In cubic silicon carbide the approximation that plainly fails is that of rigidly carried atoms. If the atoms merely follow the cell when it is sheared, the computed shear constant comes out 7% above the measured one. Once they are allowed to settle, it falls to 4% below. Only this second, smaller miss is left for the density functional, its settings or the measurement to answer for, while an apparent excess in another constant, C11, rests on measured values that do not quite fit together.

The constants describe different ways of deforming the crystal. C11 is the stress along a cubic axis per unit of stretch along that same axis, with the lengths along the other two axes held fixed, and C12 is the stress that then arises along those two. C44 is the resistance to a shear that changes the right angle between two axes, and the bulk modulus B is the resistance to uniform compression. Computed and measured values stand on separate rows and are paired here by their names.

Elastic constants of cubic SiC (F-43m, two-atom cell), computed with GPAW 26.7.0 using PBE with D4 dispersion, PAW data sets (gpaw-data 1.2.1), an 800 eV plane-wave cutoff and a 10 × 10 × 10 k-point mesh. The cell was relaxed first and then strained by 0.01, and the computed constants listed include the relaxation of the atoms within the strained cell.

```
row  computed constant (GPa)           what it is  measured constant (GPa)                       label in the paper, method, sample              source
  1                      135                  C12                      n/a                                                      n/a                 n/a
  2                      n/a                  n/a                      142             C12; quoted earlier experiment; bulk crystal  pmc:9505936 (2022)
  3                    220.1  bulk modulus (Hill)                      n/a                                                      n/a                 n/a
  4                      n/a                  n/a                      225  bulk modulus B; quoted earlier experiment; bulk crystal  pmc:9505936 (2022)
  5                      245                  C44                      n/a                                                      n/a                 n/a
  6                      n/a                  n/a                      256             C44; quoted earlier experiment; bulk crystal  pmc:9505936 (2022)
  7                      n/a                  n/a                      380             C11; quoted earlier experiment; bulk crystal  pmc:9505936 (2022)
  8                      390                  C11                      n/a                                                      n/a                 n/a
```

The shear constant is best understood from two limits. In the first, every atom is carried along by the cell as if painted on a rubber sheet. In the second, the cell is sheared and held, and the atoms inside then move until no force acts on them. A real crystal under slow loading follows the second limit, because atoms respond far faster than any testing machine.

Whether the two limits differ depends on the surroundings of each atom. In silicon carbide an atom has four neighbours at the corners of a tetrahedron. A stretch along a cubic axis changes all four bonds by the same amount, so their pulls still balance and the atom has no reason to shift. A shear lengthens two bonds and shortens the other two, and the long pair lies on one side of the atom and the short pair on the other. The atom therefore moves towards the long pair, the silicon and carbon sublattices slide slightly against each other, and part of the stress is relieved.

A short energy model shows why this motion can only soften the crystal. Let γ be the shear, u the shift between the sublattices, K the stiffness with the atoms carried rigidly, k the spring constant that resists the shift, and g the strength with which shear drives it. The energy per volume is then

E = ½ K γ² − g γ u + ½ k u²

The atoms choose the shift of lowest energy, u = gγ/k. Putting this back gives

C44 = K − g²/k

The correction is a square divided by a positive spring constant, so it always lowers C44. It is large where the sublattices slide easily and zero where symmetry makes g vanish.

The calculation bears out both parts of this picture. The same run gives 274 GPa for C44 with rigidly carried atoms and 245 GPa after they have settled, a drop of about a tenth. C11 and C12 do not change at all between the two treatments, as the balanced bonds demand. The reasoning carries over to neighbouring structures: crystals of the diamond or zincblende type need the correction for shear, whereas in rock salt every atom sits at a centre of symmetry and the correction vanishes.

The measured C44 of 256 GPa lies between the two computed limits, and this holds a trap. A calculation that stopped after about three fifths of the internal relaxation would reproduce the measurement exactly, yet it would describe a state that the crystal never adopts. Good agreement is therefore no proof that the atoms have settled. The safe test is to look at the forces left on them in the sheared cell, not at the distance from experiment.

With the atoms settled, the computed crystal looks slightly soft in three of its four constants. C12 is 5% below the measured value, C44 4% and the bulk modulus 2%. C11 alone lies above its measured partner, by 10 GPa or nearly 3%. It would be tempting to look for a special mechanism that stiffens the crystal along its axes, but the measured numbers must first pass a test of their own.

That test follows from the meaning of compression. Squeezing a cubic crystal uniformly means straining it equally along all three axes, so the stress on each axis collects one share of C11 and two shares of C12. The volume changes by three times the strain along one axis, which gives

B = (C11 + 2 C12)/3

This relation holds for any cubic crystal, whatever its chemistry. The computed constants obey it, though they could hardly do otherwise, since the computed bulk modulus is derived from them.

The measured constants do not obey it. Their C11 and C12 give a bulk modulus of 221 GPa, while the listed one is 225 GPa. If the listed bulk modulus and C12 are right, C11 must be 391 GPa instead of 380 GPa, and the computed excess disappears. The relation can't tell which of the three entries is at fault; a slip in copying, a mixture of samples or ordinary measuring error, for which no error bars are given, could each produce such a mismatch. All four measured values, C44 included, were read out of the cited paper by a program, and a few in a hundred values gathered this way may be wrong, so the fault may lie in this table and not in the paper.

The contradiction also limits what can be said about compression. Against the listed bulk modulus the calculation is 2.2% too soft, but against the one that follows from the measured C11 and C12 it is only 0.6% too soft. C44 doesn't enter the relation, so its deficit is untouched by the conflict and is the better evidence that the computed crystal is too soft. Even that evidence rests on a single second-hand measurement, and no error bar is given for it. The mesh is dense for a crystal with a band gap, so it is unlikely to account for a deficit of 4%.

The comparison with experiment has a further tilt. The calculation treats the atoms as motionless, whereas the measured crystal has thermal and zero-point motion, which normally makes a solid softer. A perfect calculation of this kind should therefore lie slightly above the measurements. Lying below them means that the true deficit is probably a little larger than the direct comparison suggests.

A natural candidate for the cause is the size of the cell. The energy of a bond rises steeply when it is compressed and flattens when it is stretched, so the curve bends less sharply at larger spacings. This bending sets the stiffness, and a lattice that is slightly too large therefore resists compression less. The functional used here, taken alone, tends to make solids too large, and the added dispersion attraction pulls them together again. How far the two tendencies cancel can be judged from the cell edge, once it is known how large an error the deficit would need.

The size error needed to explain the bulk modulus can be estimated without a fit. Let B′ be the rate at which the bulk modulus rises with pressure; for many solids it is roughly 4. A small relative increase in volume, ΔV/V, then lowers the bulk modulus by the fraction B′ ΔV/V. For the larger deficit of 2.2% this gives

ΔV/V ≈ 0.0218/4 ≈ 0.0054

Δa/a ≈ 0.0054/3 ≈ 0.0018

where a is the edge of the cubic cell. On the computed edge of 4.36 Å this amounts to only 0.008 Å, and the smaller deficit would need about a quarter of that.

The estimate shows how sensitive stiffness is to size: an error in the cell edge that most users would call excellent agreement is enough to shift the bulk modulus by two per cent. It doesn't show that such an error is present, and a glance at the measured edge can mislead. That edge at room temperature, which is recalled and not part of this table, agrees with the computed one to well within a thousandth. But zero-point and thermal motion swell the real crystal, in light and stiff solids typically by a few thousandths of the edge, and the calculation leaves this swelling out. A perfect calculation of this kind should therefore give a slightly smaller edge than the measured one. The agreement may thus hide an excess large enough to matter, and a lattice that is slightly too large remains a plausible part of the cause. The estimate covers only the bulk modulus, and the larger deficit in C44 may need a further cause. Repeating the calculation at a slightly smaller edge would show how much each constant gains.

For someone who needs these constants in a stress calculation, the order of the checks matters more than the last few per cent. Internal relaxation comes first, because leaving it out shifts C44 by more than any computed constant here differs from its measured partner. The cubic relation comes next, because it exposes a faulty set of reference data before a cause is invented for it. Only the deficit that survives both checks is worth tracing to the functional. The printed analysis below lists the differences and percentages behind this reasoning.

The analysis program printed:

```
C12, computed less measured (GPa): -7
C12, computed less measured (% of measured): -4.93
bulk modulus, computed less measured (GPa): -4.9
bulk modulus, computed less measured (% of measured): -2.178
C44, computed less measured (GPa): -11
C44, computed less measured (% of measured): -4.297
C11, computed less measured (GPa): 10
C11, computed less measured (% of measured): 2.632
bulk modulus from computed C11 and C12 (GPa): 220
bulk modulus from measured C11 and C12 (GPa): 221.3
C11 required by measured bulk modulus and C12 (GPa): 391
C12 required by measured bulk modulus and C11 (GPa): 147.5
computed C11 less the required C11 (GPa): -1
computed bulk modulus less that from measured C11 and C12 (%): -0.5572
C44 with clamped ions (GPa): 273.7
lowering of C44 by internal relaxation (GPa): 28.74
lowering of C44 by internal relaxation (% of clamped value): 10.5
clamped C44 less measured C44 (% of measured): 6.93
volume excess that would explain the deficit in the listed bulk modulus (%): 0.5444
the same as an excess in cell edge (%): 0.1815
edge of the relaxed cubic cell (angstrom): 4.36
```
